# How IrOs responds to strain in its layers

If an IrOs film is to be grown on a substrate with a different lattice spacing, someone must decide how much misfit to accept, and in which direction. The film is held in its plane and free to change its thickness, so the choice rests on two responses: how far the thickness gives way, and how fast the stress builds up. The table follows both for a perfect ordered crystal, strained as it would be if its atomic layers lay parallel to the substrate. It was calculated with a meta-GGA density functional.

IrOs (space group P-6m2, unstrained a = 2.735 Å, c = 4.356 Å) strained equally along a and b, with c relaxed. Calculated with Ansatz 0.2.0: r2SCAN, scalar-relativistic plane-wave PAW, no spin polarisation, cutoff 500 eV, k mesh 18×18×10, Gaussian smearing of 0.1 eV. Energies are extrapolated to zero smearing; stress is positive in compression, and stress yy equals stress xx.

```csv
strain (%),energy change (meV/atom),volume change (%),c over a,stress xx (GPa),stress zz (GPa)
-3,70.3,-4.03,1.6747,28.45,-0.01
-2,30.3,-2.70,1.6466,17.82,0.00
-1,7.4,-1.37,1.6190,8.46,0.00
0,0.0,0.00,1.5928,0.00,0.01
1,7.1,1.40,1.5675,-7.61,0.02
2,26.9,2.78,1.5426,-14.14,0.00
3,57.2,4.12,1.5177,-19.65,0.00
```

Strain is the change of the in-plane edge a, negative when the layers are squeezed. The height c of the cell was relaxed at each strain, which is why stress zz, the stress along c, is practically zero in every row. Stress xx is the stress in the plane, counted positive in compression. Energy change and volume change are measured from the unstrained crystal.

## What happens

Squeezing the layers makes the crystal taller, and stretching them makes it flatter. The change in height is modest: near zero strain, c moves by about 0.6 % for each 1 % of in-plane strain. Keeping the volume constant would take about 2 %, because two directions in the plane change at once. The volume therefore still follows the plane, by roughly 1.4 % for each 1 %.

The stress is not symmetric. Squeezing by 3 % takes 28.45 GPa, while stretching by 3 % takes 19.65 GPa. The energy cost is uneven in the same sense, 70.3 against 57.2 meV per atom. Both differences fit a simple picture of how neighbouring atoms push and pull.

## Why the height gives way only partly

The crystal is a stack of flat layers, Ir and Os in turn. Each atom has six neighbours of its own kind within its layer and six of the other kind, three in the layer above and three in the layer below. The contacts within a layer lie flat, while those between layers are slanted.

Three of the slanted contacts form a tripod, with an atom at the top and its feet on a triangle of atoms below. Push the feet together and the top rises; spread them and it sinks. If the legs keep their length, geometry alone fixes the height. The comparison serves for the height but not for the energy, since pushing the feet of a real tripod together costs almost nothing, whereas atoms within a layer resist.

There is a good reason for the legs to keep their length. The height relaxes until no net force acts along c. If forces acted only along the lines between neighbours, the flat contacts could not push along c at all, so the slanted ones would have to return to their natural length. The calculated distances come close to this: from the most squeezed to the most stretched crystal the Ir–Os distance shrinks by only about 0.5 %, while the distance within the layers grows by 6 % of its unstrained value.

## The estimate, worked through

The foot of the tripod lies a/√3 from the point below the top atom, and the top stands c/2 above the layer. The length d of a leg follows from

d² = a²/3 + c²/4.

Let a₀ be the unstrained edge. The table gives c/a = 1.5928 at zero strain, so

d²/a₀² = 1/3 + 1.5928²/4 = 0.9676.

At −3 % the edge is 0.97 a₀. With d unchanged,

c/a = 2 √(0.9676/0.97² − 1/3) = 1.667.

The calculated ratio is 1.675, while constant volume would require 1.745. The only input is the shape of the unstrained crystal, so the strained row is a real test. The rigid tripod gets the direction right and most of the size, but it gives too small a change in height at every strain. Near zero strain it yields 0.53 % for each 1 %, against the calculated 0.62 %.

The shortfall means that the legs are not quite rigid: they lengthen a little when the layers are squeezed. One possible reason is that cohesion in a metal depends on the total electron density around an atom as well as on separate pairs. Squeezing the layers crowds that density, and the crystal relieves some of the crowding by moving the layers apart. This is an argument from the general theory of metals, not a result of the calculation. Forces between more distant atoms, or bonds that favour certain directions, could also change the length of the legs.

The tripod also accounts for part of an irregularity in the height. The change in c from one row to the next is smallest between 0 and +1 %, and larger towards both ends. On the stretched side the tripod is flatter, and a flat tripod sinks further for the same spread of its feet. On the squeezed side a rigid tripod would make the steps smaller, so their growth comes from the part of the response beyond it. That part also rises in the last step, from +2 to +3 %. Over the stretched side as a whole, this adds about as much to the growth of the steps as the flatter tripod does. Why the part beyond the tripod varies in this way is open.

## Why squeezing costs more than stretching

Once the slanted contacts have found their relief, most of the strain is left in the flat ones. Atoms pushed together repel each other more and more steeply, while the pull that builds up between atoms drawn apart grows ever more slowly. The in-plane stiffness should therefore fall all the way from the squeezed to the stretched side. It does, from 10.6 GPa per 1 % in the first step to 5.5 in the last.

A Morse curve is a simple energy with this shape:

E = D (1 − e^(−κε))².

Here E is the energy change per atom, ε is the strain as a fraction, D sets the scale and κ the lopsidedness. Since c is free of stress, only the two in-plane directions do work, and the slope of the energy follows from the stress:

dE/dε = −2 P V/(1 + ε),

where P is stress xx and V the volume per atom. A least-squares fit of this slope to the unstrained and the three squeezed rows, with κ found by a search, gives κ ≈ 3.7.

The stretched rows were kept out of the fit, and their stresses come out within 2 % of the calculated values. At +3 % the curve gives −19.9 GPa, against −19.65 GPa in the table. A straight line through the origin, with the mean slope between −1 and +1 %, would give −24.1 GPa. Given a curve of this shape, the squeezed rows thus already tell how the crystal softens when stretched.

The energies of the stretched rows agree within 1 meV per atom, all slightly too low. Part of this gap comes from bookkeeping. The tabulated energies are extrapolated to zero electronic smearing, whereas the stress belongs to the free energy with smearing included. At +2 % the free energy rises by 26.3 meV per atom, compared with 26.9 in the table and 25.9 from the curve.

The fit supports the picture of lopsided contacts, but other curves that soften in a similar way might do as well. D and κ partly make up for each other in the fit, so D should not be read as the strength of a bond.

## What to do about it

For misfits up to 1 % in either direction, a single stiffness of about 8 GPa per 1 % is good enough; it misses the calculated stress by less than 6 %. At 3 % the same constant overstates the tensile stress by almost a quarter and understates the compressive stress by about 15 %. Beyond 1 %, then, read the stress from the table, interpolating between its rows.

For the thickness, allow about 0.6 % for each 1 % of misfit, opposite in sign. The rigid tripod alone would give 4/[3(c/a)²] % for each 1 % in the plane, somewhat less than the calculated response. One crystal cannot show whether this estimate serves for other close-packed metals, where the forces beyond the tripod may be much larger, so their change in height needs its own calculation.

If the misfit can be chosen, stretching stores less energy than squeezing by the same amount. That alone does not make a stretched film safer. The calculation keeps the symmetry of the crystal and contains no defects, so it cannot show where a film would crack, slip or change its structure. Stresses of many GPa are a reason to expect such relief in practice, and the larger strains are best read as the response of an ideal crystal.

The absolute values carry a further reservation. Spin–orbit coupling, which is strong in heavy metals such as Ir and Os, was left out, and its effect on the stiffness was not tested. The ordered stack of pure layers is also an idealisation: a film with Ir and Os mixed within each layer would need its own calculation.
